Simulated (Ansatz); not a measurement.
A surface is cut from this relaxed crystal of Au:

```xyz
1
Lattice="0.0000 2.0419 2.0419 2.0419 0.0000 2.0419 2.0419 2.0419 0.0000" Properties=species:S:1:pos:R:3 pbc="T T T"
Au    0.0000    0.0000    0.0000
```

Miller indices refer to the conventional cell of Fm-3m (No. 225), a = 4.084 Å, b = 4.084 Å, c = 4.084 Å, α = 90.00°, β = 90.00°, γ = 90.00°.

The (100) slab of 5 planes, 8.2 Å thick with 15 Å of vacuum as cut; outer planes Au (top) and Au (bottom).

Theory: DFT PBEsol, scalar-relativistic, plane waves, PAW in Ansatz. Plane waves to 420 eV, a k mesh through Γ of 12×12×1 on the computed 5-atom cell and Gaussian smearing (0.10 eV); no spin polarisation. The cell repeats along c with a dipole correction in the vacuum.

With the atoms at the bulk's places:

```json
{"Surface energy (mean of both faces)": "1.19 J/m²", "Work function": "5.18 eV"}
```

**Question.** What changes when all atoms relax?

**Answer.** The energy falls by 0.005 J/m² a face, and the largest move is 0.03 Å.

| Item | Value |
| --- | --- |
| Surface energy (mean of both faces) | 1.19 J/m² |
| Work function | 5.17 eV |

| plane (bottom to top) | atoms | spacing to next, bulk (Å) | relaxed (Å) | change (%) |
| --- | --- | --- | --- | --- |
| 1 | Au | 2.042 | 2.007 | -1.7 |
| 2 | Au | 2.042 | 2.043 | 0.0 |
| 3 | Au | 2.042 | 2.043 | 0.0 |
| 4 | Au | 2.042 | 2.007 | -1.7 |
| 5 | Au |  |  |  |

Slabs this thin can still miss converged surface energies by a few hundredths of a J/m² and work functions by about a tenth of an eV.

Spin-orbit coupling is left out, which matters for the bands of heavy elements.

γ = (E_slab − N·E_bulk)/2A = 1.237 eV / (2 × 8.34 Å²) = 74.2 meV/Å² = 1.19 J/m², with N = 5 atoms. The cut crosses 4 bonds a cell (neighbours within 10 % of the shortest distances), so each costs 0.31 eV on this count. The top spacing shrinks by 1.7 %, as is usual at a metal's surface, where atoms that lost neighbours bind closer to those left.

Relaxation barely alters this Au(100) surface: the contraction is confined to the outermost spacing, and the work function hardly moves. Metallic screening heals the disturbance within about one plane, so the surface dipole stays close to that of the bulk-cut face. The 0.31 eV per cut bond is well below an equal share of gold's cohesive energy per bond. This reflects the many-body character of metallic bonding, in which the remaining bonds strengthen as coordination falls, mostly through electronic redistribution before any atom moves. The surface energy is also below the usual experimental estimates for gold, probably in part because a semilocal functional misses dispersion between the polarisable 5d shells.

The square top plane found here is not the known ground state of clean Au(100), which reconstructs into a denser, quasi-hexagonal layer. A cell with one atom per plane excludes that rearrangement, so the small relaxation energy shows only that the square termination relaxes little within its own periodicity, not that it is stable against reconstruction.
